# Why L1$_2$ ordering is first order: the four-sublattice model, with numbers for Pt$_3$Co

## Model and conventions

Let $n(\mathbf R)$ be the probability of finding Co on the fcc site $\mathbf R$, and $c$ the mean Co fraction. The energy is $E=\tfrac12\sum V(\mathbf R-\mathbf R')\,n(\mathbf R)n(\mathbf R')$, with $V(\mathbf k)=\sum_{\mathbf R}V(\mathbf R)e^{-i\mathbf k\cdot\mathbf R}$. Wave vectors are in units of $2\pi/a$ and positions $(x,y,z)$ in units of $a$. We assume that $V(\mathbf k)$ is lowest at the star $\mathbf k_0=\{100\}$ and write $V(\mathbf k_0)=-|V|$. For a nearest-neighbour repulsion $V_1>0$, eight of the twelve neighbours carry the phase $-1$ and four carry $+1$. Then $V(\mathbf k_0)=-4V_1$ and $V(0)=12V_1=3|V|$.

Since (200) is a reciprocal lattice vector, each (100) wave is real on the lattice, and the star has three members:

$$n=c+\delta,\qquad \delta=\tfrac14\left[\eta_1\cos2\pi x+\eta_2\cos2\pi y+\eta_3\cos2\pi z\right].$$

These waves take only four sets of values, one for each simple-cubic sublattice:

$$4\delta_\alpha=\eta_1+\eta_2+\eta_3,\quad \eta_1-\eta_2-\eta_3,\quad -\eta_1+\eta_2-\eta_3,\quad -\eta_1-\eta_2+\eta_3 .$$

With random mixing inside each sublattice, and $s(n)=n\ln n+(1-n)\ln(1-n)$, the free energy per site is

$$F=\tfrac12V(0)c^2-\tfrac{|V|}{32}\left(\eta_1^2+\eta_2^2+\eta_3^2\right)+\tfrac{kT}{4}\sum_{\alpha=1}^4 s(c+\delta_\alpha).\tag{1}$$

This is the Bragg–Williams free energy written in static concentration waves. It is exact for large $N$ when the pair energy depends only on the sublattices of the two sites and not on their distance. For finite-range interactions it is the mean-field approximation, which omits short-range order.

## The cubic invariant

A product of waves survives the average over sites only if its wave vectors add to a reciprocal lattice vector. For fcc these have all indices even or all odd, and $(100)+(010)+(001)=(111)$ is one of them. The four sublattices give directly

$$\langle\delta\rangle=0,\qquad \langle\delta^2\rangle=\tfrac1{16}\sum_j\eta_j^2,\qquad \langle\delta^3\rangle=\tfrac{6}{64}\,\eta_1\eta_2\eta_3 .$$

With $s''(c)=1/[c(1-c)]$ and $s'''(c)=-(1-2c)/[c(1-c)]^2$, Eq. (1) expands as

$$\Delta F=\frac1{32}\left[\frac{kT}{c(1-c)}-|V|\right]\sum_j\eta_j^2-\frac{kT\,(1-2c)}{64\,c^2(1-c)^2}\,\eta_1\eta_2\eta_3+O(\eta^4).\tag{2}$$

The quadratic term changes sign at the ordering spinodal, $kT_s=c(1-c)|V|$. At fixed $\sum_j\eta_j^2$ the cubic term is largest in size for $|\eta_1|=|\eta_2|=|\eta_3|$, which is L1$_2$. For $c<1/2$ it favours $\eta_1\eta_2\eta_3>0$. The four sign choices with a positive product are the four translational domains.

The general statement is Landau's criterion: a cubic invariant excludes a continuous transition. Write $\Delta F=A\eta^2-B\eta^3+\dots$ with $B>0$. Just above $T_s$, $A$ is small and positive, so $\eta=0$ is a local minimum, and yet $\Delta F<0$ for $A/B<\eta\ll1$. An ordered state therefore wins while the disordered state is still locally stable, and $\eta$ must jump. A single wave (L1$_0$, $\eta_2=\eta_3=0$) has no odd terms, and all even derivatives of $s$ are positive, so along that line order would set in continuously and only at $T_s$.

The existence of the invariant is symmetry. The factor $1-2c$ belongs to the pair model, which is symmetric under $n\to1-n$. Triplet interactions add a cubic term of their own, which need not vanish at $c=1/2$.

## Closed solution at $c=1/4$

Set $\eta_j=\eta$. One sublattice has $n_1=(1+3\eta)/4$ and three have $n_2=(1-\eta)/4$, so $\eta=1$ is perfect Pt$_3$Co. With $\tau=kT/|V|$,

$$\frac{\Delta F}{|V|}=-\frac{3\eta^2}{32}+\tau\,\sigma(\eta),$$

$$\sigma=\tfrac1{16}\left[(1+3\eta)\ln(1+3\eta)+6(1-\eta)\ln(1-\eta)+3(3+\eta)\ln(1+\tfrac\eta3)\right].$$

Here $k\sigma$ is the entropy lost on ordering. Its derivative is $\sigma'=\tfrac3{16}L$, and $\partial\Delta F/\partial\eta=0$ gives

$$L(\eta)\equiv\ln\frac{(1+3\eta)(3+\eta)}{3(1-\eta)^2}=\frac{|V|\,\eta}{kT}.\tag{3}$$

The solution is explicit as $\tau(\eta)=\eta/L(\eta)$. For small $\eta$ it reads $\tau=\tfrac3{16}\left(1+\tfrac23\eta+\dots\right)$. The branch leaves the spinodal $\tau_s=0.1875$ towards *higher* temperature, which is the cubic term at work. On this rising part $\Delta F$ is a maximum in $\eta$. The branch turns at $L=\eta L'$, where $\eta_+=0.35$ and $\tau_+=0.2071$, and beyond the turn it is a minimum. Above $\tau_+$ no ordered minimum exists.

Putting $\eta=\tau L$ into $\Delta F$ gives $\Delta F/|V|=\tau g/32$ on the branch, with

$$g=(2+3\eta)\ln(1+3\eta)+6(2-\eta)\ln(1-\eta)+3(6+\eta)\ln(1+\tfrac\eta3).\tag{4}$$

| $\eta$ | $\tau=\eta/L$ | $\Delta F$ ($10^{-3}\lvert V\rvert$) | nature |
|---|---|---|---|
| 0.2 | 0.2039 | 0.0795 | barrier top |
| 0.4636 | 0.2050 | 0 | transition |
| 0.6 | 0.1971 | −1.074 | stable |
| 0.8 | 0.1710 | −7.379 | stable |

The transition is the nonzero root of $g=0$, an equation free of parameters:

$$\eta_t=0.4636,\qquad L=2.261,\qquad kT_t=0.2050\,|V| .$$

At $T_t$ the Co occupations jump from 0.25 to $n_1=0.598$ and $n_2=0.134$. The latent heat is $\tfrac3{32}\eta_t^2|V|=0.0201\,|V|$ per site. The entropy jump is $0.0983\,k$, which is 17 % of the ideal mixing entropy $0.562\,k$.

## Comparison with the truncated Landau series

At $c=1/4$ the entropy function expands as

$$\sigma=\tfrac12\eta^2-\tfrac29\eta^3+\tfrac{49}{108}\eta^4-\tfrac{20}{27}\eta^5+\dots$$

The coefficient $-2/9$ is that of Eq. (2). Stop at $\eta^4$, so that $\Delta F=A\eta^2-B\eta^3+C\eta^4$ with $A=k(T-T_s)/2$, $B=\tfrac29kT$ and $C=\tfrac{49}{108}kT$. The conditions $\Delta F=\Delta F'=0$ give $\eta=B/2C=12/49$ and $A=B^2/4C$, that is $T=\tfrac{147}{139}T_s$.

| | jump in $\eta$ | $kT_t/\lvert V\rvert$ |
|---|---|---|
| series to $\eta^4$ | 0.245 | 0.1983 |
| Eqs. (3) and (4) | 0.464 | 0.2050 |

Both give a jump above $T_s$, as the criterion demands. The truncated series finds about half of it. At $\eta_t$ the fifth-order term is 0.76 of the fourth-order term in size. The series also converges only for $|\eta|<1/3$, because of the branch point of $\ln(1+3\eta)$, and $\eta_t$ lies outside that range. Use the series for the order of the transition and Eqs. (3) and (4) for numbers.

## What $T_t$ means in a phase diagram

$T_t$ is where two homogeneous phases of the *same* composition have equal $F$, often called the $T_0$ line. An alloy with finite-range interactions can also split into two compositions. The exchange potential $\mu=\partial F/\partial c$ differs between the two phases at $T_t$:

$$\Delta\mu=\mu_{\rm ord}-\mu_{\rm dis}=\tfrac{kT_t}{4}\left[\ln(1+3\eta)+2\ln(1-\eta)-3\ln(1+\tfrac\eta3)\right]_{\eta_t}=-0.0413\,|V| .$$

So $c=1/4$ is not a congruent point of this model. The ordered phase that coexists with the solid solution is richer in Co, and $k\,dT_t/dc=-\Delta\mu/\sigma=0.420\,|V|$.

The width of the two-phase field depends on $V(0)$. For two parabolas that cross with slope difference $\Delta\mu$, the common tangent spans $|\Delta\mu|/\sqrt{\kappa_d\kappa_o}$. With nearest neighbours only, the disordered curvature is $\kappa_d=V(0)+kT/[c(1-c)]=4.09\,|V|$. The ordered one, with $\eta$ relaxed, is $\kappa_o=F_{cc}-F_{c\eta}^2/F_{\eta\eta}=2.61\,|V|$. The width is about 0.01 in $c$. This is a parabolic estimate, good to one figure.

## Numbers for Pt$_3$Co

The only material input is an assumed order–disorder temperature of 1000 K, a typical round value for Pt$_3$Co. We identify it with $T_t$ to fix $|V|$, so $T_t$ itself is not a prediction. With $kT_t=86.2$ meV the model gives:

| model quantity | value |
|---|---|
| $\lvert V\rvert$ (fitted) | 420 meV |
| $V_1=\lvert V\rvert/4$ | 105 meV |
| ordering spinodal $T_s$ | 914 K |
| limit of the ordered phase $T_+$ | 1010 K |
| latent heat | 8.5 meV/atom, or 0.82 kJ/mol of atoms |
| slope $dT_t/dc$ | 20 K per at.% Co |

Between $T_s$ and $T_t$, a window of 86 K, the solid solution is metastable and orders by nucleation and growth. Below $T_s$ the (100) waves grow without a barrier. The width estimate times the slope spreads the equilibrium transition at fixed composition over some 20 to 30 K. That is more than $T_+-T_t=10$ K, so $T_+$ describes only heating too fast for Co to partition between the phases.

These values are the model's and not those of the alloy. Short-range order, the size mismatch of Co and Pt, vibrations and Co magnetism are all left out. As typical knowledge and not as a measurement, L1$_2$ alloys such as Cu$_3$Au keep $\eta$ near 0.75 just below the transition. The model's jump falls short of that by more than a third, and a miss in the same direction should be expected for Pt$_3$Co. The first-order character rests on $(100)+(010)+(001)=(111)$ and on a nonzero cubic coefficient, and does not depend on the size of the jump.